## Spectral representation and moment sum rules of the phonon propagator: how many moments to buy

### 1. Spectral function

Take $H=\sum_i p_i^2/2M_i+V(u)$ and a real coordinate $Q=\sum_i s_iu_i$. Define $G(t)=-(i/\hbar)\theta(t)\langle[Q(t),Q]\rangle$ and $G(\omega)=\int dt\,e^{i\omega t}G(t)$. A force term $-fQ$ in $H$ gives $\delta\langle Q\rangle=-Gf$. With eigenstates of thermal weight $p_m$ and $\hbar\omega_{nm}=E_n-E_m$, the Lehmann sum is

$$B(\omega)=-\frac1\pi\mathrm{Im}\,G(\omega+i0)=\frac1\hbar\sum_{mn}(p_m-p_n)|Q_{mn}|^2\delta(\omega-\omega_{nm}).$$

Swapping $m,n$ shows that $B$ is odd. Since $p_m>p_n$ when $\omega_{nm}>0$, $B\ge0$ for $\omega>0$. Also $G(z)=\int d\omega\,B/(z-\omega)$ and $\langle[Q(t),Q]\rangle=\hbar\int d\omega\,Be^{-i\omega t}$. Moments run over the whole real axis: $m_k=\int_{-\infty}^{\infty}\omega^kB\,d\omega$.

### 2. Three exact rules

- One time derivative: $\langle[\dot Q,Q]\rangle=-i\hbar m_1$. With $\dot Q=\sum s_ip_i/M_i$, $\;m_1=\sum_i s_i^2/M_i$.
- Two derivatives on the first operator, one on the second: $\langle[\ddot Q,\dot Q]\rangle=-i\hbar m_3$. With $\ddot Q=-\sum s_i\partial_iV/M_i$, $\;m_3=\sum_{ij}s_is_j\langle\partial_i\partial_jV\rangle/M_iM_j$.
- $z\to0$: $m_{-1}=-G(0)$, the static compliance.

For one displacement these read $1/M$, $\langle V''\rangle/M^2$ and $-G(0)$. They hold for any $V$ and $T$. Terms with $E_m=E_n$ drop out of $B$. The isothermal compliance can exceed $m_{-1}$ by them, and they vanish in a harmonic system without zero modes. In a free crystal $Q$ must apply no net force, $\sum_i s_i=0$ along each axis, to decouple from translations.

The measure $d\nu=B\,d\omega/(\omega m_{-1})$ is a probability distribution of $\omega^2$. Set $\omega_s^2=m_1/m_{-1}$ and $\omega_{\rm rms}^2=m_3/m_1$. Then

$$\mathrm{var}_\nu(\omega^2)=\omega_s^2(\omega_{\rm rms}^2-\omega_s^2)\ge0 ,$$

which is the Cauchy–Schwarz inequality $m_1^2\le m_{-1}m_3$. Equality needs one sharp line, the pair $\pm\omega_0$. With $g=\int d\nu/(z^2-\omega^2)$ and $y=\hbar\omega/2k_BT$,

$$G=m_{-1}(z^2g-1),\qquad \langle Q^2\rangle=\hbar\int_0^\infty B\coth y\,d\omega=k_BT\,m_{-1}\langle y\coth y\rangle_\nu .$$

### 3. Model: mass disorder on a chain

Harmonic chain, one spring $K$, host mass $M=M_{\rm Ge}$, $\Omega^2=K/M$, $\lambda=\omega^2/\Omega^2$. The host band is $0\le\lambda\le4$. Its top, the staggered mode, is fitted to the compiled Ge optical frequency 300.9 cm$^{-1}$ (Ioffe Institute), so $\Omega=150.45$ cm$^{-1}$. Assumed masses: Ge 72.63 u, Si 28.086 u, so $\mu=M/M_{\rm Si}=2.586$, used as such below. The same spring puts pure Si at 483.9 cm$^{-1}$, 6.4 per cent below the compiled 517 cm$^{-1}$ (Ioffe Institute).

**Random alloy.** Take $s_l=(-1)^l/\sqrt N$ on an even ring and $\mu_l=M/M_l$. The static response doesn't see masses: $m_{-1}=1/4K$. Further $m_1=\langle\mu_l\rangle/M$ and $m_3=K\langle(\mu_l+\mu_{l+1})^2\rangle/M^2$. For independent sites

$$\lambda_s=4\langle\mu_l\rangle,\qquad\lambda_{\rm rms}-\lambda_s=2\,\mathrm{var}(\mu_l)/\langle\mu_l\rangle .$$

At 50 per cent Si the model has $\omega_s=402.9$ and $\omega_{\rm rms}=422.2$ cm$^{-1}$. The gap excludes a single sharp line. It doesn't count the lines. Concentrated Si–Ge typically shows three optical lines, Ge–Ge, Si–Ge and Si–Si. The two-mode case is dilute Si in Ge, where Si–Si pairs are rare.

**One Si atom at site 0.** Take $Q=u_0-(u_1+u_{-1})/2$. It couples only to motion with $u_{-l}=u_l$, where $Q=-b_1$ and $b_l=u_l-u_{l-1}$. The bond equations are $\ddot b_1=-\Omega^2[(1+2\mu)b_1-b_2]$ and $\ddot b_l=-\Omega^2[2b_l-b_{l-1}-b_{l+1}]$. So $\nu$ is the spectral measure of $e_1$ for a tridiagonal matrix $J$ with $J_{11}=2+\tau$, $\tau=2\mu-1=4.172$, other diagonal entries 2 and off-diagonal entries $-1$. Each of the two bonds carries half the force, so $m_{-1}=1/2K$. From here $g$ is in units of $\Omega^{-2}$.

Put $\lambda=2+t+1/t$ with $|t|>1$. The host half-chain has end resolvent $\Sigma=1/(\lambda-2-\Sigma)=1/t$. Hence the exact result

$$g=\frac1{\lambda-2-\tau-1/t}=\frac1{t-\tau}.$$

- Si–Ge local line: $t=\tau$, $\lambda_L=2+\tau+1/\tau=6.412$, $\omega_L=381.0$ cm$^{-1}$, weight $w=d\lambda/dt=1-\tau^{-2}=0.9425$.
- Ge band: $t=e^{i\theta}$, $d\nu=(2/\pi)\sin^2\theta\,d\theta/(1+\tau^2-2\tau\cos\theta)$, total weight $\tau^{-2}$.
- Rules: $\lambda_s=2+\tau$, $\lambda_{\rm rms}=\lambda_s+1/\lambda_s$, so $\omega_s=373.8$ and $\omega_{\rm rms}=378.6$ cm$^{-1}$.

Size of the neglected spring disorder: stiffen the two Si–Ge bonds by the geometric mean of the fitted Si and Ge springs, a factor $517/483.9=1.068$. These bonds hold the fraction $w$ of the strain energy of the local mode, so $\delta\omega_L\approx\omega_Lw(0.068)/2=12$ cm$^{-1}$. Further digits below test algorithms. All numbers belong to the model, and its band shape is one-dimensional.

### 4. Three methods

Work is counted in multiply-adds for a sparse matrix $D$ of order $N$ with $z_0$ entries per row. For the ring of $N$ bonds, $z_0=3$.

**L, pole representation by Lanczos recursion.** The rules are the moments $k=0,1,2$ of $\nu$. They fix one pole and the variance, and fall one short of the four numbers that two poles need. In a harmonic system all moments are $v^TD^kv$ for a unit start vector $v$. The recursion $\beta_{k+1}v_{k+1}=Dv_k-a_kv_k-\beta_kv_{k-1}$ gives an $n\times n$ tridiagonal $J_n$. A closed path from level 1 needs $2n$ hops to touch level $n+1$, so $J_n$ keeps moments $0$ to $2n-1$: an $n$-point Gauss rule. A step costs one product, two inner products, two vector updates and one scaling: $W_L=(z_0+5)nN$. Memory is two vectors beside $D$.

In the model $J_n$ is the leading block of $J$. A host piece of $n-1$ levels has $\Sigma=(t^{n-1}-t^{1-n})/(t^n-t^{-n})$. With $q=t^{-2n}$,

$$g_n=\frac{1-q}{t-\tau-q(1/t-\tau)},\qquad\frac{g_n}{g}-1=\frac{-q\,(t-1/t)}{t-\tau-q(1/t-\tau)} .$$

Each step divides the deviation by about $|t|^2$.

**C, Chebyshev moments.** Map the spectrum to $x=(\lambda'-a)/a$ with $a=\lambda_L/2$, the narrowest interval that holds it. For $\zeta=(\lambda-a)/a=(s+1/s)/2$, $|s|>1$,

$$\frac1{\zeta-x}=\frac{2}{s-1/s}\Big[1+2\sum_{k\ge1}s^{-k}T_k(x)\Big].$$

With $X=(D-a)/a$, the recursion $v_{k+1}=2Xv_k-v_{k-1}$ and the identity $2T_jT_k=T_{j+k}+T_{|j-k|}$ give $P=2n$ moments from $n$ products and $2n$ inner products: $W_C=(z_0+2)nN$, two vectors. The local line sits at $x=1$, where $T_k=1$, and its omitted tail is geometric:

$$\epsilon_C=A_C|s|^{-2n},\qquad A_C=\frac{4w\,|t-\tau|}{a\,|s-1/s|\,|1-1/s|}.$$

Band moments fall as $k^{-3/2}$ from the square-root edge at $\lambda=4$. For the target below their tail is under 1 per cent of the line's at $P=50$, and is dropped.

**D, dense reduction of a supercell.** A Householder step on a $k\times k$ block costs $k^2$ for a product and $k^2$ for a symmetric rank-two update. Summing, $W_D=\tfrac23N^3$ at leading order, memory $N^2$. On a ring of $N=2n+1$ atoms the mirror symmetry forces $b_{n+1}=0$, so the even sector is $J_n$. D and L have the same deviation here.

**Cell size.** Exact moments up to $2n-1$ need all bonds within $n$ levels, $N=2n+1$. In $d$ dimensions $N\propto n^d$. L and C cost $n^{d+1}$ with memory $n^d$. D costs $n^{3d}$ with memory $n^{2d}$. The final evaluation of $g$ is of order $n$ per frequency and isn't counted.

### 5. Three targets, three values of $t$

**Fluctuation at 300 K.** Here $k_BT=208.5$ cm$^{-1}$ and $y\coth y=1+\sum_{j\ge1}2\lambda/(\lambda+\Lambda_j)$ with $\Lambda_j=(2\pi jk_BT/\hbar\Omega)^2$. Thus $\langle y\coth y\rangle_\nu=1+2\sum_j[1+\Lambda_jg(-\Lambda_j)]=1.2541$ exactly. The nearest Matsubara point, $\Lambda_1=75.83$, has $|t|=77.8$, a gain of $6.1\times10^3$ per step. One pole at $\omega_s$ is high by $2.5\times10^{-4}$ relative, two poles by $3.8\times10^{-8}$.

**Local line.** The pole of $g_n$ solves $t^{2n+1}(t-\tau)=1-\tau t$, so $\lambda_L-\lambda_n\approx w^2\tau^{1-2n}$, a gain of $\tau^2=17.4$ per step.

| $n$ | $W_L$ | $\omega_L-\omega_n$ (cm$^{-1}$) |
|---|---|---|
| 1 | 24 | 7.19 |
| 2 | 80 | 0.368 |
| 3 | 168 | 0.0209 |
| 4 | 288 | $1.20\times10^{-3}$ |

At $n=2$ the poles lie at 200.3 and 380.6 cm$^{-1}$, the upper with weight 0.951. This is the minimal two-mode spectrum. The rule value $\omega_{\rm rms}$, a lower bound on the top of the spectrum, is 2.3 cm$^{-1}$ low. C is out of the contest: it needs an upper bound as input, and a series of $P$ terms draws a line as a peak of width about $\pi/P$ in $\arccos x$.

**Band shape.** For $\lambda=\lambda_0+i\gamma$ and small $\gamma$, the imaginary parts of the two maps give

$$\ln|t|\approx\frac{\gamma}{\sqrt{\lambda_0(4-\lambda_0)}},\qquad\ln|s|\approx\frac{\gamma}{\sqrt{\lambda_0(\lambda_L-\lambda_0)}} .$$

L spends one pole on the local line and then sees only the band. C pays for the empty gap. Take $\lambda=2+0.05i$, that is 212.8 cm$^{-1}$ with half-width 2.7 cm$^{-1}$. Then $t=1.0253\,i$ and $g=-0.2260-0.0556\,i$. The decay per step is $2\ln|t|=0.0500$ and $2\ln|s|=0.0337$, ratio 1.485. The prefactors are $A_L=|t-1/t|/|t-\tau|=0.466$ and $A_C=1.66$. The deviation is $\epsilon=|\Delta g|/|g|$. The relative deviation of $\mathrm{Im}\,g$ alone can be 4.2 times larger.

| $n$ | $N$ | $W_L$ | $W_C$ | $W_D$ | $\epsilon_L=\epsilon_D$ | $\epsilon_C$ |
|---|---|---|---|---|---|---|
| 25 | 51 | $1.0\times10^4$ | $6.4\times10^3$ | $8.8\times10^4$ | 0.11 | 0.71 |
| 50 | 101 | $4.0\times10^4$ | $2.5\times10^4$ | $6.9\times10^5$ | 0.041 | 0.31 |
| 100 | 201 | $1.6\times10^5$ | $1.0\times10^5$ | $5.4\times10^6$ | $3.2\times10^{-3}$ | 0.057 |
| 200 | 401 | $6.4\times10^5$ | $4.0\times10^5$ | $4.3\times10^7$ | $2.1\times10^{-5}$ | $2.0\times10^{-3}$ |

The step count scales as $\ln(A/\epsilon)/\gamma$. Halving the width doubles $n$, which multiplies $W_L$ by $2^{d+1}$ and $W_D$ by $2^{3d}$.

### 6. Choice

**Cheapest for a stated accuracy.**

- $\langle Q^2\rangle$ at 300 K to $10^{-3}$: one pole, from $m_{-1}$ and $m_1$ alone.
- $\omega_L$ to 3 cm$^{-1}$: $\omega_{\rm rms}$, from $m_1$ and $m_3$. To 1 cm$^{-1}$: L with $n=2$. To 0.01 cm$^{-1}$: L with $n=4$. Against the 12 cm$^{-1}$ of spring disorder, steps beyond the second buy nothing physical.
- Band shape, smallest sufficient $n$:

| $\epsilon$ | $n_L$ | $W_L$ | $n_C$ | $W_C$ | $W_D$ | $W_C/W_L$ |
|---|---|---|---|---|---|---|
| $10^{-2}$ | 77 | $9.5\times10^4$ | 152 | $2.3\times10^5$ | $2.5\times10^6$ | 2.4 |
| $10^{-4}$ | 169 | $4.6\times10^5$ | 289 | $8.4\times10^5$ | $2.6\times10^7$ | 1.8 |

L is cheapest in both rows. As $\epsilon\to0$ the ratio tends to $\tfrac58(1.485)^2=1.38$.

**Best inside a work budget**, band target, largest $n$ that fits:

| budget | L | C | D |
|---|---|---|---|
| $10^5$ | $n=78$, $9.6\times10^{-3}$ | $n=99$, 0.059 | $n=26$, 0.17 |
| $10^6$ | $n=249$, $1.8\times10^{-6}$ | $n=315$, $4.1\times10^{-5}$ | $n=56$, 0.030 |

L is best in both. A memory budget of $10^4$ numbers stops D at $N=99$, $n=49$, $\epsilon=0.037$, while two vectors of the largest cell above, $N=631$, take 1262 numbers.

**What shifts the choice.**

- A cell fixed by the need to sample alloy configurations removes one power of $n$. The ratio becomes $5n_C/8n_L$: 1.2 and 1.1 for the two rows, with limit 0.93. L and C then tie within the crudeness of the count. A larger $z_0$ moves $(z_0+2)/(z_0+5)$ toward 1 and favours L.
- The local line reaches $10^{-16}$ in about 13 steps. After that, rounding spoils the orthogonality of the $v_k$ and copies of the line appear in $J_n$. They share its weight, so read $g_n$ and don't count eigenvalues. C divides by no computed norm and has no such copies.
- L and C restart for each new coordinate. For one coordinate on the chain $W_D/W_L\approx N/6$, so D, which then also needs its transformation kept, can pay only when the number of coordinates is of order $N$.
- Starting from $\nu$ needs the static response to $s$. It is one bond here and a linear solve in general. Starting from $\omega B$ needs none, and its single pole is $\omega_{\rm rms}$.
- Closing the continued fraction with $\Sigma=1/t$ is the exact solution at $n=1$, because the host coefficients are constant. In a random alloy they fluctuate, and such a closure is an approximation with no rate given by this model.
- With anharmonic $V$ the three rules and the inequality survive, with the thermal $\langle\partial_i\partial_jV\rangle$ in $m_3$. The moments from $m_5$ on need further averages of derivatives of $V$ and no longer come from powers of $D$.